Gallium antimonide has the zincblende structure, in which every atom is bonded to four of the other kind. The table describes this one crystal with several density functionals. For each, the energy was computed at a series of volumes. The lowest point of the curve gives the equilibrium volume, its curvature there gives the bulk modulus (the resistance to uniform compression), and the bulk modulus slope tells how fast that resistance grows with pressure.

ABINIT 10.8.3, plane-wave DFT with PAW datasets for zincblende GaSb (given cell: 2 atoms, 28.62 Å³/atom), without spin polarisation, spin–orbit coupling or dispersion correction; 8 × 8 × 8 k mesh, Fermi–Dirac smearing of 0.05 eV. Equilibrium volumes and bulk moduli come from fits to energies at seven volumes (26.91–30.34 Å³/atom), with cell shape and fractional coordinates fixed.

```
functional           potentials  wave cutoff  equilibrium volume (Å³/atom)  equilibrium volume change (% of the given cell)  bulk modulus (GPa)  bulk modulus slope
       LDA  JTH-PAW-LDA-v2.0-sp   544.228 eV                         27.75                                           -3.070               55.40               4.690
       PBE     JTH-PAW-PBE-v2.0   462.594 eV                         30.01                                            4.840               44.20               4.770
    LDA-PZ  JTH-PAW-LDA-v2.0-sp   544.228 eV                         27.75                                           -3.040               55.40               4.680
 LDA-Teter  JTH-PAW-LDA-v2.0-sp   544.228 eV                         27.78                                           -2.950               55.20               4.690
   LDA-VWN  JTH-PAW-LDA-v2.0-sp   544.228 eV                         27.72                                           -3.150               55.50               4.690
```

*Which functional gives the larger crystal, and does the difference matter?* PBE does: its volume is 8% above that of the LDA row. Since volume goes as the cube of length, the lattice edge grows by only 2.6%, from 6.055 to 6.215 Å. A rough recalled value for the real crystal is 6.1 Å, between the two. The step is far larger than the spread among the LDA rows, so lattice constants from LDA and PBE should not be mixed.

*Why does PBE push the atoms apart?* LDA treats each point in the crystal as if it belonged to a uniform electron gas, and it usually binds such semiconductors too tightly. PBE also looks at how steeply the density varies, and it lowers the energy where the variation is strong. Stretching the bonds makes the density less uniform, so PBE favours the stretched crystal more than LDA does. This standard argument describes an extra outward pressure, and the calculated pressures do differ in that way: at the same volume of 27.48 Å³ per atom, PBE's is higher by about 4 GPa.

*Is the functional alone responsible for that pressure?* The table can't settle this, because the potentials change together with the functional. The LDA potentials keep the 4d electrons of antimony frozen in the core, whereas the PBE potential lets them respond, which adds ten active electrons per antimony atom. The wave cutoff differs as well. The direction of the volume change is what is generally known of LDA and PBE, but its full size should not be credited to the functional. A PBE run with the 4d electrons frozen, or an LDA run with them active, would separate the two effects.

*PBE has the lower bulk modulus, so does it make the bonds softer?* It seems so, with 44 GPa against 55 GPa, but each value belongs to a different volume. Bonds that are already stretched resist further change less, so a larger crystal should be softer even if the functional stayed the same. The fair question is how stiff LDA would be if its crystal were stretched to PBE's size.

The bulk modulus slope answers this. Let $B$ be the bulk modulus at volume $V$, $B_0$ its value at the equilibrium volume $V_0$, and $B'$ the slope, that is, the change of $B$ per change of pressure. A small expansion $dV$ lowers the pressure by $B\,dV/V$ and therefore lowers $B$ by the fraction $B'\,dV/V$. If $B'$ stays constant, these steps add up to

$$B(V)=B_0\left(\frac{V_0}{V}\right)^{B'}.$$

With the values of the LDA row and PBE's volume, this gives

$$B = 55.4\ \text{GPa}\times\left(\frac{27.75}{30.01}\right)^{4.69}\approx 38\ \text{GPa}.$$

PBE's own modulus does not enter the estimate. Stretching alone would thus take LDA down to 38 GPa, below the 44 GPa that PBE has at that volume. The pressures computed along the LDA curve give about 37 GPa at the slightly larger volume of 30.06 Å³ per atom, so the estimate is a little high; $B'$ is not strictly constant and normally rises as a crystal expands. At equal volume PBE is therefore the stiffer description, and its lower modulus in the table comes from its larger crystal. The analysis printed below finds the same order from the energies, without using the pressures.

*How can the functional that pushes outward also be the stiffer one?* The extra pressure fades as the crystal grows, from 4.0 GPa at 27.48 Å³ per atom to 3.3 GPa at 30.34 Å³. Both values are probably low by about 0.2 GPa, because PBE's computed pressures lie below the slope of its energies (see the last answer); an offset that changes little with volume leaves the fading untouched. An expanding PBE crystal loses this push in addition to the pressure that LDA would lose, and a faster loss of pressure on expansion is what a higher bulk modulus means. The existence of the push moves the minimum outward, while its fading steepens the response at a given volume. The change of potentials may contribute to both.

*Do these calculations make gallium antimonide a metal?* At the PBE equilibrium volume the sampled states show no gap, although the real material is a semiconductor with a gap of roughly 0.8 eV, a recalled value. Local and semilocal functionals such as LDA and PBE typically make gaps too small, and spin–orbit coupling, which is absent here, is expected to narrow the gap further at volumes where it is still open. A vanished gap does not by itself make a metal, because the bands may touch without overlapping, and these outputs do not tell the two cases apart. Volume matters again: at 27.48 Å³ per atom PBE has a gap of 0.32 eV and LDA one of 0.18 eV, yet PBE loses its gap on the way to its own larger equilibrium volume. LDA's gap falls by about 0.28 eV per Å³ and is printed as zero at 28.05 Å³, so about 0.1 eV should remain at its own minimum of 27.75 Å³. The outputs do not give the character of the bands, but the lowest conduction state is expected to be an antibonding combination of s orbitals, whose energy falls relative to the top of the valence band as the bonds lengthen.

*What would change if arsenic replaced antimony?* Arsenic is the smaller atom and forms shorter, stronger bonds with gallium, so gallium arsenide has a smaller volume and a higher bulk modulus. The usual order of the functionals remains, with LDA giving the smaller crystal and PBE the larger. A fair comparison of the two compounds keeps the functional fixed and uses potentials that treat the d electrons alike.

*Which digits can be trusted?* The four LDA rows differ by at most 0.06 Å³ per atom in volume and 0.3 GPa in bulk modulus. They use different formulas for nearly the same electron-gas energy, so their order tells nothing about the material. For PBE the two routes to the volume disagree in the first decimal: the pressure vanishes 0.14 Å³ per atom below the minimum fitted to the energies. A likely cause is that the pressure is computed for a fixed set of plane waves, whereas along the energy curve the cutoff is fixed and the set grows with the volume. The LDA rows, with a higher cutoff and no active 4d electrons on antimony, show offsets of about 0.006 Å³ or less, which fits this cause; the minimum of the energies is expected to be the better value, though a higher cutoff would be needed to confirm it. Only one computed volume lies beyond PBE's fitted minimum, so PBE's modulus is best read as about 44 GPa, and its slightly higher slope deserves no explanation. The difference of 2.26 Å³ per atom between the LDA and PBE volumes is far larger than these numerical uncertainties, though it still includes the change of potentials.

Output of the analysis:

```
PBE minus LDA equilibrium volume in A^3/atom: 2.26
PBE over LDA volume, excess in percent: 8.144
PBE over LDA lattice edge, excess in percent: 2.644
PBE against LDA bulk modulus, change in percent: -20.22
spread of volume among the four LDA rows in A^3/atom: 0.06
spread of bulk modulus among the four LDA rows in GPa: 0.3
PBE-LDA volume step over spread of LDA rows: 37.67
Bulk modulus at equal volume in GPa:
        row  from pressures at 27.77  from pressures at 30.06  from energies at 29.77
        LDA                    54.99                    37.15                   39.15
        PBE                    63.18                    44.13                   46.42
     LDA-PZ                    55.13                    37.25                   39.87
  LDA-Teter                     55.1                    37.25                   39.44
    LDA-VWN                     54.9                    37.08                      39
extra outward pressure of PBE over LDA at 27.48 A^3/atom in GPa: 4.047
extra outward pressure of PBE over LDA at 30.34 A^3/atom in GPa: 3.334
LDA bulk modulus carried to the PBE volume by its own slope in GPa: 38.37
Lengths in A and volumes in A^3/atom:
        row  cubic edge  Ga-Sb bond  volume of zero pressure  zero pressure less fitted
        LDA       6.055       2.622                    27.75                  -0.002486
        PBE       6.215       2.691                    29.87                    -0.1392
     LDA-PZ       6.055       2.622                    27.76                   0.005827
  LDA-Teter       6.057       2.623                    27.78                   0.003286
    LDA-VWN       6.053       2.621                    27.73                   0.006252
Gap on the mesh in eV:
        row  at 26.91  at 27.48  at 28.05  slope in eV per A^3/atom
        LDA    0.3381    0.1781         0                   -0.2794
        PBE    0.4763     0.321    0.1713                   -0.2713
     LDA-PZ    0.3414    0.1815         0                   -0.2794
  LDA-Teter    0.3384    0.1784         0                   -0.2794
    LDA-VWN    0.3373    0.1773         0                   -0.2795
LDA total energy less PBE total energy at 29.77 A^3/atom in eV/atom: 1043
```
